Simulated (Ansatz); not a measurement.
# Convergence of the electronic dielectric constant ε∞ of zinc-blende BAs with k-mesh length in LDA

A common rule of thumb says that a crystal with a gap needs only a coarse k mesh. We test it on ε∞ of zinc-blende BAs, the electronic part of the dielectric constant, which sets the refractive index below the gap and enters the screening of charged defects and the splitting of polar modes. An unconverged ε∞ passes its error on to all of these. The target is an ε∞ within 1 % of its value on the densest mesh. The cell, the cutoff and the LDA functional stay fixed while the Γ-centred mesh is refined. The shortfall is the value on the 20×20×20 mesh, 9.657, minus the value on the mesh in question, so a positive number means that ε∞ is too small. It measures sampling error alone, not the distance from experiment.

## Systems and settings

One crystal, BAs (zinc-blende) (known phase), relaxed once; then the k mesh alone was changed at fixed cell. The structures stem from measured cells of the Crystallography Open Database, directly or through a relaxation at another level; cell and atoms were relaxed at zero pressure once for all rows, on a 12×12×12 mesh, inside the symmetry of the start, with no thermal or zero-point expansion. Program: Ansatz 0.2.0, plane waves, LDA, the program's earlier default PAW potentials, scalar-relativistic without spin-orbit coupling, no spin polarisation. Wave-function cutoff 420 eV (the default for the potentials of each cell); on the k meshes (Γ-centred) the least product of divisions and cell-vector length runs from 13 to 67 Å, relaxations included. Residual pressures at rest stay under 0.01 GPa. Occupations: fixed. Harmonic modes at natural masses come from linear response (density functional perturbation theory), with the acoustic sum rule imposed. ε∞ comes from the response to a homogeneous electric field. Times are rough, from shared x86 server processors. The tabled runs alone: cutoff 420 eV, k length 13 to 54 Å. Warnings of the programs on runs behind the rows: field response mesh resolution (4 rows).

Notes on method and selection:

- In a crystal with a gap, sums over a regular mesh converge exponentially, more slowly the smaller the direct gap; from which side depends on how the field is represented on the mesh.
- The densest mesh need not be converged, which bends the last points down.
- Runs that did not converge, have known faults or may not be shown are not listed, and runs on Ansatz's PAW sets soft_1 and soft_2 are kept to separate tables.

Columns:

- k-mesh length (Å): k-mesh length, the least over the axes of divisions times cell-vector length.
- direct gap (eV): least direct Kohn-Sham gap on the mesh.
- shortfall of ε∞: shortfall of ε∞ against its value 9.657 on the densest mesh run (20×20×20).
- ε∞: electronic dielectric constant ε∞, a third of the trace.
- highest mode (cm⁻¹): highest zone-centre mode, no LO-TO term.
- cost (core-s): processor time, shared machines, rough.

Input lines of one member:

```
kpoints:
  mp_grid: { grid: [16, 16, 16] }
hamiltonian:
  xc: lda
  pseudopotentials: { kind: paw, azcp: { folder: soft_1 }, xc_functional: pbe }
scf:
  occupations: { method: fixed }
output:
  eigenvalues: true
phonons:
  method: dfpt
  dielectric: true
  rigid_motions: translations
  field_mesh: kpoints
```

Command (options for logging and memory left out): `ansatz run input.yaml --threads 4 --backend cpu`

## The series

| member | k-mesh length (Å) | direct gap (eV) | shortfall of ε∞ | ε∞ | highest mode (cm⁻¹) | cost (core-s) |
| --- | --- | --- | --- | --- | --- | --- |
| k 4×4×4 | 13.4 | 3.27 | 1.5412 | 8.116 | 714.4 | 4.1 |
| k 6×6×6 | 20.1 | ? | ? | ? | ? | 7.7 |
| k 8×8×8 | 26.8 | 3.29 | 0.2098 | 9.447 | 700.3 | 14 |
| k 10×10×10 | 33.5 | 3.29 | 0.0729 | 9.584 | 700.0 | 25 |
| k 12×12×12 | 40.1 | 3.29 | 0.0252 | 9.632 | 699.9 | 38 |
| k 14×14×14 | 46.8 | 3.29 | 0.0086 | 9.649 | 699.9 | 59 |
| k 16×16×16 | 53.5 | 3.29 | 0.0028 | 9.654 | 699.9 | 87 |

Cells marked ? are withheld until the estimate has been made.

## Why the values move as they do

In every row shown ε∞ lies below the reference and rises towards it as the mesh is refined. On 4×4×4 it is short by 1.5412 / 9.657 = 16 %, on 8×8×8 by 0.2098 / 9.657 = 2.2 %, and on 10×10×10 by 0.0729 / 9.657 = 0.75 %. The 10×10×10 mesh, with a length of 33.5 Å, is therefore the coarsest one shown that meets the 1 % target.

The fall is close to exponential. From 8×8×8 to 10×10×10 the shortfall shrinks by a factor 0.0729 / 0.2098 = 0.347, and in the next step by 0.0252 / 0.0729 = 0.346. Between 26.8 and 40.1 Å the decay rate is ln(0.2098 / 0.0252) / (40.1 − 26.8) = 0.16 per Å, or a factor of ten for about 14 Å of added length. This is the behaviour expected of a regular mesh sum over a smooth periodic function. The direct gap keeps that function smooth, and a smaller gap would slow the decay. The gap itself moves only from 3.27 to 3.29 eV, far too little to account for the 16 % error.

The side of the approach depends on how the electric field is represented on the mesh. Here the field response uses the same k points as the ground state, and the program warned about their resolution on the coarser meshes. An under-resolved field response is thus a likely source of the low values.

The last step falls slightly faster, by 0.0028 / 0.0086 = 0.33. A small error left in the 20×20×20 reference would produce such a bend.

The rule of thumb serves the highest zone-centre mode better than ε∞. On 8×8×8 that mode is within 700.3 − 699.9 = 0.4 cm⁻¹ of its value on the finest mesh shown, while ε∞ still misses the 1 % target.

## Estimating the withheld member

Plain estimates from the members shown:

- k 6×6×6, straight-line interpolation between k 4×4×4 and k 8×8×8: w = (20.1 − 13.4) / (26.8 − 13.4) = 0.500, so 1.5412 + 0.500 × (0.2098 − 1.5412) = 0.8755

The straight-line value of 0.8755 must be too high, because an exponential decay sags below the chord between its end points. We interpolate the logarithm of the shortfall instead. It is not quite linear in the number of divisions n: the mean factor per step of two divisions is √(0.2098 / 1.5412) = 0.369 between n = 4 and n = 8, against 0.347 in the following step. A parabola in n through the logarithms at n = 4, 8 and 10 allows for this curvature. At n = 6 it reduces to 0.2098 × (1.5412 / 0.0729)^(1/3) = 0.580.

The same construction can be tried on 8×8×8, from n = 4, 10 and 12. It gives 1.5412^(1/6) × 0.0729^(4/3) / 0.0252^(1/2) = 0.206, where the table has 0.2098, so it comes out low by a factor 0.2098 / 0.206 = 1.02. The curvature is evidently concentrated at the coarse end, which would make the parabola low at n = 6 too. Applying the same factor gives 0.580 × 1.02 = 0.59.

For the error bar we take the size of this miss, 2 % of 0.59 or 0.01, and double it, since the correction is carried over from a single test on a finer mesh. A pure exponential continued back from 8×8×8 gives 0.2098 / 0.347 = 0.605, which lies inside that range.

**Committed estimate, k 6×6×6: shortfall of ε∞ = 0.59 ± 0.02.**

## Result

| member | k-mesh length (Å) | direct gap (eV) | shortfall of ε∞ | ε∞ | highest mode (cm⁻¹) | cost (core-s) |
| --- | --- | --- | --- | --- | --- | --- |
| k 6×6×6 | 20.1 | 3.29 | 0.5879 | 9.069 | 702.0 | 7.7 |

| member | estimate | shortfall of ε∞ | computed | estimate − computed | miss in error bars |
| --- | --- | --- | --- | --- | --- |
| k 6×6×6 | committed | 0.5900 | 0.5879 | +0.0021 | 0.1 |
| k 6×6×6 | interpolation | 0.8755 | 0.5879 | +0.2876 |  |

The estimate of 0.59 ± 0.02 holds: the computed shortfall is 0.5879, a miss of 0.1 error bars. The straight line, at 0.8755, was too high by 0.2876, as expected for a chord across an exponential decay.

The curvature of the logarithm also had the sign we assumed. The uncorrected parabola gave 0.580, slightly low, and the pure exponential gave 0.605, slightly high. The correction factor of 1.02 taken from the test on 8×8×8 was a little larger than the 0.5879 / 0.580 = 1.014 needed. With one test behind it, the closeness of the final figure says less than the agreement of the two routes within 0.03.

The new row also separates the sampling error from the gap. On 6×6×6 the direct gap is already 3.29 eV, as on the finer meshes, yet ε∞ is still short by 0.5879 / 9.657 = 6.1 %. The lattice part of the static dielectric constant hardly changes with the mesh, so the error belongs to the electronic response to the field.

## Where the trend breaks

The 4×4×4 mesh lies farthest from a single exponential. Continued back from 8×8×8 with the factor 0.347 per step, the shortfall would be 0.2098 / 0.347² = 1.74, while the table has 1.5412, about 11 % less. On 6×6×6 the same continuation is only 3 % too high. The likeliest reason is that the simple exponential describes the approach to convergence and need not hold on so coarse a mesh, where further terms of the sampling error still count. The highest mode is also visibly unconverged there, at 714.4 against 699.9 cm⁻¹ on the finest mesh shown.

At the other end, 16×16×16 falls slightly below the exponential. The remaining error of the 20×20×20 reference, about 0.0028 × 0.346² = 0.0003 if the decay continues over two more steps, has the right sign and size for this. It is irrelevant to the 1 % target.

## Time and accuracy

The 10×10×10 mesh meets the target for about 25 core-seconds. Going on to 16×16×16 costs 87 / 25 = 3.5 times as much and lowers the shortfall from 0.75 % to 0.03 %, which is worthwhile for a reference value but not for a 1 % result.

The regular decay also allows an extrapolation from three equally spaced meshes. With successive gains of 9.069 − 8.116 = 0.953 and 9.447 − 9.069 = 0.378, the ratio is 0.378 / 0.953 = 0.397, and the limit is 9.447 + 0.378 × 0.397 / (1 − 0.397) = 9.70. This is within 0.5 % of the reference, from meshes no finer than 8×8×8 and for about the cost of the single 10×10×10 run. The other sets of three successive meshes come closer still.

## Closing remarks

For BAs with this field response, ε∞ approaches its converged value from below over the whole range shown, 13 to 54 Å. The rule of thumb is therefore too generous for this quantity: a gap makes the convergence exponential, but the 8×8×8 mesh still misses the 1 % target. From 20 Å on, each two added divisions cut the shortfall to about a third. Interpolating its logarithm with a parabola reproduced the two meshes tried to within about 2 % of their shortfall. A crystal with a smaller direct gap should need a longer mesh.

In terms of the refractive index below the gap, √ε∞, the 10×10×10 mesh gives √9.584 = 3.096 against √9.657 = 3.108, an error of 0.4 %.

No omitted effect is expected to exceed the 16 % spread of the table, but the error of LDA probably exceeds what is left at 10×10×10. LDA usually makes ε∞ of semiconductors too large. The input also combines LDA with potentials labelled PBE, which is the same in all rows and so leaves the convergence untouched, but adds to the uncertainty of any comparison with experiment. Since a coarse mesh makes ε∞ too small, the sampling error and that of LDA can cancel and give a false agreement with experiment.

[Logs are printed without paths, hosts, clocks, repeated set-up lines and the standing remarks that a program may print on its own settings, such as how far it seeks lower states.]
